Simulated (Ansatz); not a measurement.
# From three elastic constants to directional properties of BP

Theory: Ansatz, DFT LDA, scalar-relativistic, plane waves, PAW. Plane waves to 420 eV; Γ-centred k mesh 10×10×10; fixed occupations. No spin polarisation.

Relaxed structure:
```cif
data_structure
_symmetry_space_group_name_H-M 'P 1'
_symmetry_Int_Tables_number 1
_cell_length_a 3.1752
_cell_length_b 3.1752
_cell_length_c 3.1752
_cell_angle_alpha 60.000
_cell_angle_beta 60.000
_cell_angle_gamma 60.000
_cell_volume 22.64
loop_
_atom_site_label
_atom_site_type_symbol
_atom_site_fract_x
_atom_site_fract_y
_atom_site_fract_z
_atom_site_occupancy
B1 B 0.00000 0.00000 0.00000 1
P1 P 0.25000 0.25000 0.25000 1
```

With ions relaxed, on the cubic axes: C11 = 358.3, C12 = 84.3, C44 = 194.2 GPa. The density is 3.065 g/cm³.

**Question.** Is the crystal stable against strain, and how anisotropic is it?

**Answer.** Born's conditions hold: C11 + 2C12 = 527.0, C11 − C12 = 274.0 and C44 = 194.2 GPa are all positive. B = (C11 + 2C12)/3 = 175.7 GPa. The two shear moduli are C44 and C′ = (C11 − C12)/2 = 137.0 GPa, so Zener's ratio is A = C44/C′ = 1.42: the tetragonal shear C′ is the soft one, as in many fcc and bcc metals and zincblende crystals. The Cauchy pressure C12 − C44 is -109.9 GPa; it would vanish for pair forces between atoms on inversion centres at zero pressure, and a negative value is usual with directional bonding, though many-body forces give one in some ionic oxides too.

**Question.** Give the sound speeds along the three symmetry directions.

**Answer.** The Christoffel equation gives ρv² for each branch:
| direction | branch | ρv² | GPa | v (m/s) |
| --- | --- | --- | --- | --- |
| [100] | L | C11 | 358.3 | 10812 |
| [100] | T (×2) | C44 | 194.2 | 7960 |
| [110] | L | (C11 + C12 + 2C44)/2 | 415.6 | 11644 |
| [110] | T, u ∥ [001] | C44 | 194.2 | 7960 |
| [110] | T, u ∥ [1-10] | (C11 − C12)/2 | 137.0 | 6685 |
| [111] | L | (C11 + 2C12 + 4C44)/3 | 434.6 | 11908 |
| [111] | T (×2) | (C11 − C12 + C44)/3 | 156.1 | 7135 |

In a piezoelectric crystal some branches stiffen further, which is left out.

**Question.** How does Young's modulus depend on direction?

**Answer.** Inverting gives S11 = 3.066, S12 = -0.584, S44 = 5.149 TPa⁻¹. Along a unit vector (l, m, n), 1/E = S11 − 2(S11 − S12 − S44/2)(l²m² + m²n² + n²l²), where the last bracket is 0, 1/4 and 1/3 for [100], [110] and [111]: E = 326, 396 and 426 GPa. With A > 1 the body diagonal is stiffest. For a film on (001), the biaxial modulus is C11 + C12 − 2C12²/C11 = 403 GPa and the normal strain is −2C12/C11 = -0.47 times the in-plane one.

Boron phosphide resists shear almost as strongly as compression: C′ is 137.0 GPa against a bulk modulus of 175.7 GPa. This fits a network of short, weakly polar sp³ bonds, in which changing the bond angles costs much energy. The anisotropy follows from the bond directions. A tetragonal shear leaves all bond lengths unchanged to first order and is resisted mainly by angular forces, whereas the shear governed by C44 also stretches some bonds and compresses others, a cost that the internal displacement of the two sublattices relieves only in part. Uniaxial load along a body diagonal likewise acts directly on the bonds parallel to it, so both Young's modulus and the longitudinal sound speed peak there.

The cell is slightly smaller than the measured one, as is usual for LDA, and this overbinding probably makes the bonds somewhat too stiff. The fast sound is consistent with the high thermal conductivity known for this compound, but the conductivity itself also depends on anharmonic phonon scattering, which elastic constants do not give.
